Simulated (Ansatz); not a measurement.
# ZrZn: energy above lowest point against volume scale

Free energy against uniform scaling of the volume at fixed shape and fractions; periodic cell, basis, potentials, k mesh and filling as listed. The results are calculated, by Ansatz 0.2.0.

The cell before it is scaled or strained (space group Pm-3m, No. 221):
```
cell vectors (Å)
   3.3360     0.0000     0.0000
   0.0000     3.3360     0.0000
   0.0000     0.0000     3.3360
atoms (fractions of the cell vectors)
Zr  0.50000  0.50000  0.50000
Zn  0.00000  0.00000  0.00000
```

Settings of every row: functional PBEsol; dispersion D4; accuracy medium; potentials PAW; wave cutoff 320 eV; density cutoff 1280 eV; k mesh 7x7x7; k shift 0x0x0; occupations cold; smearing width 0.01 eV; spin none.

Limits: coarse k mesh, up to 40 meV an atom off; cutoff under the advised one.

| row | volume scale | V (Å³/atom) | energy above lowest point (meV/atom) |
| --- | --- | --- | --- |
| 1 | 0.94 | 17.449 | 0.3 |
| 2 | 0.96 | 17.82 | 0 |
| 3 | 0.98 | 18.192 | 5.5 |
| 4 | 1 | 18.563 | ? |
| 5 | 1.02 | 18.934 | 29.9 |
| 6 | 1.04 | 19.306 | 48.7 |
| 7 | 1.06 | 19.677 | 70.9 |

Question: what energy above lowest point should row 4 give?

Worked fit of energy above lowest point. Take u = (V_r/V)^(2/3) − 1 with V_r = 18.563 Å³ an atom, which is twice the finite (Eulerian) strain; such expansions in the strain, on which the Birch-Murnaghan equation of state is built, carry the rest volume and the bulk modulus. The shown rows have u = 0.04212, 0.02761, 0.01355, -0.01311, -0.02582, -0.03811. Least squares give energy above lowest point = 15.47 − 934 × u + 13630 × u² meV/atom; a straight line predicts inner rows, each left out in turn, worse (root mean square 8.1 against 0.21 meV/atom). The rows lie off it by 0.0, -0.1, 0.2, -0.2, 0.0, 0.0. Its lowest point lies at u = 0.0343, or V = 17.65 Å³ an atom, and the curvature there gives the bulk modulus at fixed shape and fractions, B = (4/9)(1 + u)² E″(u)/V = 118 GPa. The withheld row has u = 0, so the fit gives 15.47 − 934 × (0) + 13630 × (0)² = 15.5 meV/atom.

The calculation gave 15.6 meV/atom. The fit lies 0.1 meV/atom (0.14 % of the column's range) below it, one unit of the last digit.
